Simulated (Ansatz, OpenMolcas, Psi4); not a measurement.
# [CF2]+ (SMILES F[C+]F): methods side by side

[CF2]+: 3 atoms, total charge +1, spin state doublet. SMILES: `F[C+]F`. The coordinates come from a PBE0-D4/def2-TZVP relaxation.

```xyz
3

F     0.3791    0.9730    0.3162
C     0.2757   -0.2214    0.1273
F    -0.6548   -0.7516   -0.4435
```

Each level gives the energy change with the C2–F3 bond stretched from 1.214 to 2.185 Å (eV). The values are calculated.

| level | kind | program | value (eV) | CPU time (all runs) |
| --- | --- | --- | --- | --- |
| ROHF/cc-pVTZ | Hartree–Fock | OpenMolcas | 2.51 | 31 s |
| UM06-L/cc-pVTZ | meta-GGA | Psi4 | 3.44 | 2.2 min |
| UB3LYP/cc-pVTZ | global hybrid | OpenMolcas | 3.36 | 77 s |
| UPBE-QIDH/cc-pVTZ | double hybrid | Ansatz | 3.56 | 23 s |
| RPA@PBE0/cc-pVTZ | RPA | Ansatz | 3.03 | 23 s |
| UMP3/cc-pVTZ | perturbation theory | Psi4 | 3.16 | 87 s |
| UBCCD(T)/cc-pVTZ | coupled cluster or CI | Ansatz | 3.12 | 75 s |
| UCCSD/cc-pVTZ | coupled cluster or CI | Ansatz | 3.07 | 52 s |

The first shape isn't each level's own minimum. The values span 2.51 to 3.56 eV. CPU times are rough (shared hosts, several kinds of processor): they show what a rung costs within a factor of a few.

The coupled-cluster results, 3.07 and 3.12 eV, agree closely, with RPA and MP3 nearby. Hartree–Fock makes the stretch much too easy at 2.51 eV, while all three density functionals place it above the coupled-cluster pair. The low Hartree–Fock value reflects missing dynamical correlation, which stabilises the compact C–F bond more than the separating fragments. A wrong dissociation limit is an unlikely cause: the doublet cation can separate into closed-shell CF⁺ and a fluorine radical, a limit that a restricted open-shell determinant can describe. The positive charge favours CF because fluorine holds its electrons more tightly, and π donation from the remaining fluorine stabilises the cationic carbon. The double hybrid lies furthest above coupled cluster, so climbing the functional ladder brings no systematic improvement here; its perturbative part may be less balanced for the stretched bond. The energies measure resistance to a finite stretch, not the full dissociation energy, since attraction between CF⁺ and polarisable fluorine persists beyond the endpoint.
